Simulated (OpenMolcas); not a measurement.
# How basis sets differ on C2H4F2 (1,1-difluoroethane)

C2H4F2: 8 atoms, total charge 0, spin state singlet. SMILES: `CC(F)F`. The shape is that of a PBE0-D4/def2-TZVP optimisation.

Quantity: the HOMO–LUMO gap, in eV. The values are calculated.

```csv
level,kind,program,value (eV),CPU time
M06-L/cc-pVDZ,meta-GGA,OpenMolcas,10.05,13 s
M06-L/6-311+G**,meta-GGA,OpenMolcas,8.47,63 s
M06-L/aug-cc-pVDZ,meta-GGA,OpenMolcas,8.06,43 s
M06-L/cc-pVTZ (RICD fitting),meta-GGA,OpenMolcas,9.61,37 s
```

The values span 8.06 to 10.05 eV. Orbital gaps aren't excitation energies. CPU times are rough (shared hosts, several kinds of processor): they show what a rung costs within a factor of a few.

The gap depends far more on diffuse functions than on the size of the valence set. Going from cc-pVDZ to cc-pVTZ lowers it only from 10.05 to 9.61 eV, whereas augmenting the double-zeta set brings it down to 8.06 eV. 6-311+G**, which has diffuse functions on the heavy atoms only, falls in between at 8.47 eV.

The reason probably lies in the empty level. A small saturated fluoroalkane has no low-lying π* orbital, and its C–F and C–H σ* orbitals are high in energy, so it doesn't bind an extra electron in a valence orbital. Compact functions confine the LUMO near the nuclei and push it up; diffuse ones let it spread outwards into a Rydberg-like or discretised continuum state. The occupied orbitals are much more compact and should respond less.

The lowest value is therefore not evidence of a converged gap, and still more diffuse functions could reduce it further. Nor does the spread imply a comparable basis-set sensitivity in the ground-state density or geometry.
